# Office hours: what moves the Kirkwood–Yvon correction in a lattice gas?

**Student.** Clausius–Mossotti is exact for point dipoles on a cubic lattice. If I remove molecules at random, the crystal is still cubic on average. Why should anything change except the density?

**Lecturer.** Because the average is cubic and the surroundings of a given molecule are not. Take Gaussian units, with $\alpha'=\alpha_{\rm SI}/4\pi\varepsilon_0$ in Å$^3$. The molecules are isotropic point dipoles of fixed $\alpha'$, with number density $\rho$, in a spherical sample in a uniform applied field $\mathbf E_0$:

$$\mathbf p_i=\alpha'\Big(\mathbf E_0+\sum_{j\ne i}T_{ij}\mathbf p_j\Big),\qquad T_{ij}=\frac{3\hat{\mathbf r}\hat{\mathbf r}-1}{r_{ij}^3}.$$

For a sphere $\mathbf P=\frac{3}{4\pi}\frac{\varepsilon-1}{\varepsilon+2}\mathbf E_0$. Iterate and average:

$$y\equiv\frac{\varepsilon-1}{\varepsilon+2}=\frac{4\pi}{3}\rho\alpha'\Big[1+\alpha'\Big\langle\sum_jT_{ij}\Big\rangle+\alpha'^2\Big\langle\sum_{j,k}T_{ij}T_{jk}\Big\rangle+\dots\Big].$$

The first average vanishes. Nearby shells give zero by isotropic or cubic symmetry, and for the distant part the Lorentz cavity field cancels the depolarising field of the sphere. The second average is a multiple $S_2$ of the unit tensor, so I take one third of its trace. With $\theta$ the angle between $\mathbf r_{12}$ and $\mathbf r_{23}$, $\frac13{\rm tr}\,T_{12}T_{23}=2P_2(\cos\theta)/r_{12}^3r_{23}^3$. Separate $k=i$ from $k\ne i$ and subtract the square of the vanishing first average:

$$S_2=8\pi\rho\int g(r)\,r^{-4}dr+2\rho^2\iint\big[g_3(123)-g(12)g(23)\big]\frac{P_2(\cos\theta)}{r_{12}^3r_{23}^3}\,d^3r_2\,d^3r_3 .$$

So $y=\frac{4\pi}{3}\rho\alpha'[1+S_2\alpha'^2+\dots]$. In a dense fluid the two terms largely cancel.

**Student.** Then the sign depends on which of two large numbers wins. That does not sound predictable.

**Lecturer.** It is. $T$ is symmetric, so for a unit vector $\hat{\mathbf e}$ along the field, summing over $i$ and dividing by the number of molecules gives $S_2=\langle|\sum_kT_{jk}\hat{\mathbf e}|^2\rangle$. It is the mean square of the field that parallel unit dipoles produce at a molecule. It cannot be negative, and it is zero only if that field vanishes at every molecule. Use that picture for each prediction.

**Student.** And on the lattice?

**Lecturer.** Each site is occupied independently with probability $x$. The site density is $\rho_0$, so $\rho=x\rho_0$, and $d$ is the nearest-neighbour distance. Then $\rho g(\mathbf r)=x\sum_{\mathbf R\neq0}\delta(\mathbf r-\mathbf R)$, and the pair term is $2xL_6/d^6$ with $L_n=\sum_{\mathbf R\ne0}(d/R)^n$. The triplet function equals $g(12)g(23)$ except where 3 falls on the site of 1. There $g_3$ is zero, since one site holds one molecule, while the product is not, and $P_2=1$. The triplet term is $-2x^2L_6/d^6$, and

$$S_2=2x(1-x)\,\frac{L_6}{d^6}.$$

That is the occupation variance $x(1-x)$ times $\sum_{\mathbf R}|T\hat{\mathbf e}|^2$, as the picture requires. The sums are $L_6=8.402$ (sc), $12.25$ (bcc) and $14.45$ (fcc).

**Student.** Give me a reference case.

**Lecturer.** A methane-like model: $\alpha'\approx2.6$ Å$^3$, a typical value, on an illustrative sc lattice with $d=4.0$ Å and $x=0.9$. Then $\rho=0.01406$ Å$^{-3}$, or 23 mol/L, and $\alpha'/d^3=0.0406$. The pair term is $3.69\times10^{-3}$ Å$^{-6}$, the triplet term $-3.32\times10^{-3}$ Å$^{-6}$, and $S_2=3.69\times10^{-4}$ Å$^{-6}$. The fraction $x$ of the pair term cancels. The relative correction is $s=S_2\alpha'^2=0.25\,\%$. Uncorrected, $y_0=0.1532$ and $\varepsilon=(1+2y_0)/(1-y_0)=1.543$. Differentiating, $\Delta\varepsilon=3y_0s/(1-y_0)^2=1.6\times10^{-3}$.

**Student.** After such a cancellation I would not trust the dots in the bracket. The next order could be as large as what survived.

**Lecturer.** Then we size it. Put occupation numbers $n_i$ on the sites. The next term needs $\langle n_in_jn_kn_l\rangle$ along the chain $T_{ij}T_{jk}T_{kl}$, which is $x$ to the number of distinct sites. Write it as $x^4$, plus $x^3(1-x)$ for each single coincidence $i=k$, $j=l$ or $i=l$, plus $x^2(1-x)^2$ when $i=k$ and $j=l$ together. The $x^4$, $i=k$ and $j=l$ pieces contain a free $\sum T=0$. Dividing the rest by $x$ and using $\frac13{\rm tr}\,T^3=2/r^9$,

$$S_3=x(1-x)\Big[(1-x)\frac{2L_9}{d^9}+x\,\tau_3\Big],\qquad \tau_3=\sum_{j,k}\tfrac13{\rm tr}\,T_{0j}T_{jk}T_{k0}.$$

Each triangle contributes $-(1+3\cos A\cos B\cos C)$ over the cubed product of its sides, with $A,B,C$ the interior angles, the Axilrod–Teller factor of triple-dipole dispersion. As given inputs I take $\tau_3d^9\approx-40$ for sc and $\approx-115$ for fcc. With $L_9=6.629$ for sc,

$$\frac{S_3\alpha'^3}{S_2\alpha'^2}=\frac{\alpha'}{d^3}\,\frac{13.26(1-x)-40x}{16.80},$$

which is $-8\,\%$ in the reference case and changes sign near $x=0.25$. It carries the same factor $x(1-x)$, so the cancellation does not promote it. It does limit $s$ to two figures at best. Now predict. First change: double the vacancy fraction, $x=0.8$, same lattice.

**Student.** Fewer molecules, weaker dipole fields, smaller correction.

**Lecturer.** That is the pair term alone, which does fall as $x$. Near full occupation, think of each vacancy as a reversed dipole in a perfect crystal whose field is zero. Twice as many random sources give nearly twice the mean-square field.

**Student.** So up, by $0.16/0.09=1.78$, to $s=0.44\,\%$. And the maximum is at half filling, $0.25/0.09=2.78$ times the reference, so that is where $\varepsilon$ departs most.

**Lecturer.** That is where the relative correction peaks, at $0.69\,\%$. The shift of $y$ carries one more factor of density and goes as $x^2(1-x)$, which peaks at $x=2/3$. In numbers, $y_0=0.1361$ at $x=0.8$ gives $\Delta\varepsilon=2.4\times10^{-3}$, while $y_0=0.0851$ at $x=0.5$ gives only $2.1\times10^{-3}$.

**Student.** That comparison mixes two things, because the density changed as well. Suppose I hold $\rho$ fixed and put the same molecules on a finer lattice.

**Lecturer.** A fair objection. Predict it.

**Student.** More vacancies and shorter contacts both raise the field fluctuation, so it must exceed 1.78. With $d^3=x/\rho$,
$$S_2=2L_6\rho^2\,\frac{1-x}{x}.$$
There is no maximum now. For $x=0.8$, $d=3.85$ Å and the factor is $(1/4)/(1/9)=2.25$. So $s=0.56\,\%$, and $y_0$ is unchanged, so $\Delta\varepsilon=3.6\times10^{-3}$.

**Lecturer.** Correct. The growth at small $x$ is cut off physically, since $d$ cannot fall far below the molecular diameter. Second change: compress to $d=3.8$ Å at $x=0.9$.

**Student.** Higher density means better cancellation, so down.

**Lecturer.** In a fluid, compression also changes the structure. Here the degree of cancellation is set by $x$ alone. Every $T$ scales as $d^{-3}$, so both terms scale as $d^{-6}$. The factor is $(4.0/3.8)^6=1.36$ and $s=0.34\,\%$. With $y_0=0.1786$, $\Delta\varepsilon=2.7\times10^{-3}$, which is 1.69 times the reference. Note the scale: $s$ moved by 0.09 percentage points. A change of $0.09\,\%$ in $\alpha'$ itself, from overlap of the electron clouds, moves $y$ equally, and the model holds $\alpha'$ fixed by assumption.

**Student.** Third change, my choice. Go from sc to fcc at the same site density and the same $x$. Twelve neighbours instead of six, so a larger correction.

**Lecturer.** They sit farther away. Nearest neighbours supply $71\,\%$ of $L_6$ in sc, so the shortest distance matters most. At fixed $\rho_0$, fcc has $\rho_0d^3=\sqrt2$ and $d=4.49$ Å. That halves $d^{-6}$, while $L_6$ rises only by 1.72. The quantity to compare is $L_6/(\rho_0d^3)^2$. It is 8.402 for sc, $12.25/(27/16)=7.26$ for bcc and $14.45/2=7.23$ for fcc. So fcc gives 0.86 of the reference, $s=0.21\,\%$ and $\Delta\varepsilon=1.4\times10^{-3}$.

**Student.** A drop of $14\,\%$, with a neglected term of $8\,\%$. Is the sign safe?

**Lecturer.** Between sc and fcc, yes, because the third order acts alike in both. With $L_9=12.49$ for fcc the ratio there is $-10\,\%$, and including $S_3$ turns 0.86 into 0.84. Between bcc and fcc, no. They differ by $0.5\,\%$ of $s$, far below the third-order term, so second order cannot rank them.

**Student.** Fourth: fill the vacancies with nitrogen. More polarisable matter, so $\varepsilon$ rises. Does the correction rise too?

**Lecturer.** Ask what fluctuates. Let each site carry an independent random tensor $\alpha_i$ with scalar mean $\bar\alpha$. In $\langle\alpha_iT_{ij}\alpha_jT_{jk}\alpha_k\rangle$ only $k=i$ departs from $\bar\alpha^3$, and $\sum_jT_{ij}T_{ji}$ is a scalar, so

$$y=\frac{4\pi}{3}\rho_0\bar\alpha\Big[1+\sigma^2\frac{2L_6}{d^6}\Big],\qquad \sigma^2=\langle\alpha^2\rangle-\bar\alpha^2 .$$

A vacancy is a species with zero polarisability, and $\sigma^2=x(1-x)\alpha'^2=0.608$ Å$^6$ recovers our result. Filling the holes reduces the contrast, so the correction must drop, roughly as the square of the contrast.

**Student.** With a typical mean $\alpha'_B\approx1.74$ Å$^3$ the contrast is 0.86 Å$^3$, and $\sigma^2=0.09\times0.86^2=0.0666$ Å$^6$.

**Lecturer.** You dropped something that is no longer negligible. N$_2$ is anisotropic: $\alpha=\alpha'_B+\Delta(\hat{\mathbf u}\hat{\mathbf u}-\frac13)$, with $\Delta\approx0.7$ Å$^3$ typical. For random, uncorrelated axes the square of $\hat{\mathbf u}\hat{\mathbf u}-\frac13$ averages to $\frac29$. That adds $0.1\times\frac29\times0.49=0.0109$ Å$^6$, or $16\,\%$ of your term. Then $\sigma^2=0.0775$ Å$^6$, which is 0.13 of the reference, and $s=0.032\,\%$. With $\bar\alpha=2.514$ Å$^3$, $y_0=0.1645$ and $\varepsilon$ rises to 1.591, but $\Delta\varepsilon$ falls to $0.22\times10^{-3}$. The third order is here almost wholly the triangle term $\sigma^2\bar\alpha\tau_3$, which is $-9\,\%$ of $s$.

**Student.** Last one. At $x=1/2$ on sc, let the vacancies order on alternate sites, as in rock salt. Density and $\alpha'$ are the same, and the variance of occupation over all sites is still $1/4$. No change?

**Lecturer.** The formula with $x(1-x)$ assumed independent sites. Return to the mean-square field. The molecules now form a perfect fcc lattice with spacing $\sqrt2d$, and the field at each of them vanishes. In units of $d^{-6}$, the random case had pair term 8.402 and triplet term $-4.201$. The ordered case has pair term $2\times14.45/8=3.61$ and a triplet term that cancels it fully. Every higher order vanishes too, so $s$ drops from $0.69\,\%$ to zero at constant density. The ordered pattern has to leave each molecule on a site of cubic symmetry. Vacancies on alternate (001) planes would give $\sum_jT_{ij}\neq0$, a correction of first order in $\alpha'$ with opposite signs along and across the axis, and an anisotropic $\varepsilon$.

**Student.** Let me collect the model's values.

| change from reference | $s$ (%) | $s/s_{\rm ref}$ | $10^3\Delta\varepsilon$ | third order / second (%) |
|---|---|---|---|---|
| reference: sc, $x=0.9$, $d=4.0$ Å | 0.25 | 1 | 1.6 | $-8$ |
| $x=0.8$, fixed $d$ | 0.44 | 1.78 | 2.4 | $-7$ |
| $x=0.8$, fixed $\rho$ | 0.56 | 2.25 | 3.6 | $-8$ |
| $x=0.5$, fixed $d$ | 0.69 | 2.78 | 2.1 | $-3$ |
| $d=3.8$ Å | 0.34 | 1.36 | 2.7 | $-10$ |
| fcc, fixed $\rho_0$ | 0.21 | 0.86 | 1.4 | $-10$ |
| vacancies filled with N$_2$ | 0.032 | 0.13 | 0.22 | $-9$ |
| $x=0.5$, rock-salt order | 0 | 0 | 0 | both zero |

Can I read the first row as liquid methane?

**Lecturer.** No, it belongs to the model. A liquid has continuous positional disorder, and overlap changes $\alpha'$. Typically $y/\rho$ of compressed methane rises by up to about one per cent at intermediate density and falls back to roughly the dilute-gas value in the dense liquid, so there the model's positive $s$ lies too high by an amount comparable to $s$ itself. What carries over is the rule we used each time. At fixed polarisabilities the second-order correction is a variance and is never negative. It grows with the contrast between sites and with shorter contacts, and it vanishes when every molecule regains cubic surroundings.